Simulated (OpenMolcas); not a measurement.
**BNH3 (SMILES B[NH]): the energy, rung by rung**

BNH3 has 5 atoms, charge 0, and is taken as a doublet. As SMILES, `B[NH]`. The shape is that of a PBE0-D4/def2-TZVP optimisation.

```xyz
5

B    -0.3108   -0.3701   -0.0916
N     0.5312    0.6552   -0.0198
H    -0.4148   -1.1074    0.8625
H    -0.9641   -0.5731   -1.0819
H     1.2084    1.3217    0.2893
```

Quantity: the energy change with the B1–N2 bond stretched from 1.329 to 3.322 Å, in eV. The values are calculated.

```json
{"level": "UHF/STO-3G", "kind": "Hartree–Fock", "program": "OpenMolcas", "value (eV)": "4.01", "CPU time (all runs)": "3.5 s"}
{"level": "CASPT2(3,3)/STO-3G", "kind": "multireference", "program": "OpenMolcas", "value (eV)": "5.15", "CPU time (all runs)": "4 s"}
{"level": "CASSCF(3,3)/STO-3G", "kind": "multireference", "program": "OpenMolcas", "value (eV)": "4.39", "CPU time (all runs)": "4.1 s"}
{"level": "MRCI(3,3)/STO-3G", "kind": "multireference", "program": "OpenMolcas", "value (eV)": "?", "CPU time (all runs)": "4.4 s"}
{"level": "SC-NEVPT2(3,3)/STO-3G", "kind": "multireference", "program": "OpenMolcas", "value (eV)": "?", "CPU time (all runs)": "4 s"}
{"level": "FCI/STO-3G", "kind": "exact in the basis", "program": "OpenMolcas", "value (eV)": "5.34", "CPU time (all runs)": "30 s"}
```

Question: Estimate what the levels marked ? give.

Answer: As computed at these levels: MRCI(3,3)/STO-3G: 5.27 eV; SC-NEVPT2(3,3)/STO-3G: 5.23 eV. The first shape isn't each level's own minimum. The values span 4.01 to 5.34 eV. Spin contamination of the reference (⟨S²⟩ at least 0.1 too high) touches UHF/STO-3G. All rows use very small basis sets, so even the best lies far from the true value. Times are those of the runs behind each value, whatever else they computed, on shared processors of several kinds: orders of magnitude only.

Correlation outside the three-orbital active space strengthens the B–N bond substantially: the stretching energy rises from 4.39 eV with CASSCF to 5.15–5.27 eV once it is added, against 5.34 eV for FCI. Stretching H₂B–NH leads towards doublet BH₂ and triplet NH, whose three unpaired electrons must couple to an overall doublet. A three-electron active space can describe that recoupling, but it leaves most of the remaining valence electrons uncorrelated. Their correlation is worth more in the compact molecule, where the σ pair and the nitrogen lone pair, partly donated into the empty boron p orbital, share the same region, than in the separated fragments. CASSCF therefore underestimates the cost of stretching.

The closeness of CASPT2, SC-NEVPT2 and MRCI to FCI suggests that the reference is sound at both ends, with the small remainder probably due to higher excitations and active-space limits. Two points on the curve don't show whether the errors grow smoothly or peak at intermediate distances, where the spins recouple.
